Margin comments on the element-potential equilibrium: the solid is taken as relaxed bulk crystal

1. Conventions. Energies are per molecule or atom, P0 = 1 bar, and kT = 0.11203 eV at 1300 K. a_ij counts atoms of element j in gas species i. Minimising

G/kT = Σ_i n_i [g_i°/kT + ln(n_i P/(n P0))] + n_s g_s/kT, with n = Σ_i n_i,

under the element balances, with multipliers λ_j, gives from the n_i derivative

p_i/P0 = exp(Σ_j a_ij λ_j − g_i°/kT),

and from the n_s derivative λ_solid = g_s/kT while solid is present. In Si–H–Cl two potentials remain, fixed by Σ p_i = P and by Cl/H. In C–H over graphite only λ_H remains, so T and P alone fix the gas. Hydrogen stays in the gas, so with s = (C/H)_eq the yield is η = 1 − s/s_feed, negative meaning etching; for silicon s = Si/Cl.

2. Where the assumption enters. The solid term was written as n_s times the tabulated g_s(T, P0). That describes a pure, relaxed, unbounded crystal. A film held to a substrate is strained, and then λ_C = g_s/kT + δ with δ = Δμ/kT. The gas equations keep their form.

3. Δμ of a strained film. Add a layer of N atoms to the basal face, in registry with a film whose in-plane strain ε (equal along both axes, measured from the stress-free lattice at the growth temperature) is held by the substrate. The layer costs its Helmholtz energy plus the work of displacing gas, which is Gibbs's condition for a stressed solid under a fluid. With v0 the relaxed volume per atom and ε3 the strain along c,

μ = f0 + v0 [u + P(1 + 2ε + ε3)], u = (C11 + C12)ε² + 2C13 ε ε3 + C33 ε3²/2.

Minimising over the free ε3 gives ε3 = −(2C13 ε + P)/C33 and u + Pε3 = (C11 + C12)ε² − (2C13 ε + P)²/(2C33). Subtracting g_s = f0 + P0 v0 and dropping terms in Pε and P²/C33,

Δμ = v0 [M ε² + (P − P0)], M = C11 + C12 − 2C13²/C33.

The strain term is positive for tension and compression alike.

4. A trap. Putting the mean in-plane stress, of size (2/3)Mε, into the Poynting term would give a shift linear in ε, 0.23 eV at ε = 0.5 % with the numbers of note 7. That is wrong here: the atom joins a face whose normal traction is only the gas pressure, and the in-plane stress does no work on it.

5. How the gas responds. Let ⟨ ⟩ be the mole-fraction average, and c_i, h_i the carbon and hydrogen counts, so s = ⟨c⟩/⟨h⟩. To first order δ ln p_i = c_i δ + h_i δλ_H. Constant P demands Σ p_i δ ln p_i = 0, hence δλ_H = −s δ, the Gibbs–Duhem relation of the gas. So δ ln p_i = w_i δ with w_i = c_i − s h_i and ⟨w⟩ = 0. Then

δ ln s = δ [⟨cw⟩/⟨c⟩ − ⟨hw⟩/⟨h⟩] = S δ, S = ⟨w²⟩/⟨c⟩,

because 1/⟨h⟩ = s/⟨c⟩. S is a variance over a mean and cannot be negative. The first correction to the yield is

δη = −(1 − η) S δ.

For CH4 at mole fraction x in H2, s = x/(2 + 2x) and S = (1 − x)/(1 + x)² ≈ 1 − 3x. In a dilute gas S → ⟨c²⟩/⟨c⟩, which for CH4 with C2H2 is one plus the share of carbon held in C2H2.

6. The same formula in Si–H–Cl. With m_i, h_i, l_i the Si, H and Cl counts, w_i = m_i − αh_i − βl_i. Constant P gives ⟨w⟩ = 0, that is α⟨h⟩ + β⟨l⟩ = ⟨m⟩; constant Cl/H gives ⟨hw⟩/⟨h⟩ = ⟨lw⟩/⟨l⟩ = κ. Then ⟨w²⟩ = ⟨mw⟩ − κ⟨m⟩, and δ ln(Si/Cl) = [⟨mw⟩/⟨m⟩ − κ] δ = S δ with S = ⟨w²⟩/⟨m⟩. The analogy misleads on size. For HCl and SiCl2 dilute in H2, the hydrogen pins κ and α near zero, ⟨lw⟩ = 0 gives β = 2p_SiCl2/(p_HCl + 4p_SiCl2), and S = 1 − 2β = (1 − θ)/(1 + θ), θ being the share of chlorine bound in SiCl2. The silicon carriers compete for a limited chlorine stock, so S falls to 1/3 at θ = 1/2, whereas methane draws on abundant hydrogen.

7. Solid inputs. The compiled values a = 2.461 Å (Wikipedia) and c = 6.7076 Å (Lebedeva 2016), with four atoms per cell, give v0 = (√3/2)a²c/4 = 8.80 Å³. The compiled C11 = 1109, C12 = 139 and C13 = 0 GPa (Savini 2010) give M = 1248 GPa = 7.79 eV/Å³, so Mv0 = 68.5 eV and δ = 612 ε². With C13 = 0 the hydrostatic compliance is 1/B = 2/(C11 + C12) + 1/C33, and the compiled B = 33.8 GPa (Ouyang 2019) implies C33 ≈ 36 GPa. An illustrative C13 of 15 GPa would then lower M by 1 %, and the dropped P² term is P0/(2C33) = 1.4×10⁻⁶ of P0 v0. The lattice and bulk values are for room temperature and the elastic constants carry no stated temperature; expansion along c, softening at 1300 K and third-order elasticity typically change Mv0 by some per cent, so δ carries two figures.

8. Gas inputs. Take approximate formation free energies at 1300 K from graphite and H2 of 0.545 eV for CH4 and 1.59 eV for C2H2. Then K1 = 7.7×10⁻³ and K2 = 6.9×10⁻⁷, carried as rounded. With y = p_H2/P0 and carbon activity e^δ, the pressure condition is K1 e^δ y² + (1 + K2 e^(2δ)) y = P/P0. Approximate values of 1.49, 1.71 and 1.54 eV for C2H4, CH3 and H leave the first two below 10⁻³ of the gas carbon at both pressures used, and H below 10⁻⁴ of the gas.

At 1 bar, δ = 0: x_CH4 = 0.0076, s = 3.8×10⁻³, S = 0.98.
At 1 mbar, δ = 0: s = 4.5×10⁻⁶, C2H2 holds 15 % of the carbon, S = 1.15.

9. Size of the correction, for illustrative strains:

ε (%) | δ | δ ln s, 1 bar | δ ln s, 1 mbar
0.2 | 0.0024 | 0.0024 | 0.0028
0.5 | 0.015 | 0.015 | 0.018
1.0 | 0.061 | 0.060 | 0.070

At 0.5 % Δμ is 1.7 meV. A feed of 1.0 % CH4 at 1 bar has s_feed = 4.95×10⁻³ and η = 0.24; the model's δη is −0.011 at ε = 0.5 %, about 5 % of the yield, and −0.0018 at 0.2 %. The relative change δη/η = −Sδ(1 − η)/η grows without bound at the growth–etch line. A feed of 0.8 % CH4 has η = 0.05 and would turn to etching when Sδ = ln(s_feed/s), at ε ≈ 0.9 %.

10. Terms that compete.
Pressure: v0(P − P0)/kT vanishes at 1 bar and is −4.9×10⁻⁵ at 1 mbar.
Gas imperfection: a typical second virial coefficient of 30 Å³ per molecule gives BP/kT = 1.7×10⁻⁴ at 1 bar, the δ of a 0.05 % strain.
Temperature: in CH4–H2 only the product K1 e^δ matters. With an approximate formation enthalpy of −0.95 eV, d ln K1/dT = ΔH/kT² = −0.0065 K⁻¹, so 0.5 % strain acts like cooling by 2.3 K.
Tables: 0.005 eV of uncertainty in the CH4 free energy moves ln K1 by 0.045. It swamps the strain term in any absolute η, and the two yields of note 9 are uncertain accordingly, but it nearly cancels between strained and relaxed regions in one gas.
Island size: a monolayer disc of radius r has N = πr²/A atoms and edge energy 2πrγ, so Δμ = γA/r with A = 2.62 Ų. A typical bare-edge γ of 1 eV/Å matches the 0.5 % strain term at r = 1.5×10² nm; hydrogen termination shrinks that radius.
Stacking: a layer fully out of registry typically costs some 5 meV per atom, again δ = 0.045. Turbostratic carbon thus departs from tabulated graphite by more than a 0.5 % strain does, and δη follows from the same S.

11. Limits. Note 3 requires the new layer to inherit ε. Graphite layers are weakly locked, and domain walls typically relieve the misfit beyond a few tenths of a per cent, so v0Mε² is an upper bound there: the 0.5 % and 1.0 % rows and the 0.9 % threshold overstate real graphite, increasingly so as ε grows, and the 0.2 % row is the representative one. Covalent epitaxy holds strain better. For a thin coherent Si(001) layer, M = C11 + C12 − 2C12²/C11 = 181 GPa from typical C11 = 166 and C12 = 64 GPa, and v0 = 20.0 Å³ from a typical a = 5.431 Å, so Mv0 = 22.6 eV. A misfit near 1.0 %, typical of a relaxed Si0.75Ge0.25 buffer, gives the model's δ = 0.020 at 1300 K, which the chlorine-limited S of note 6 reduces further before it reaches Si/Cl.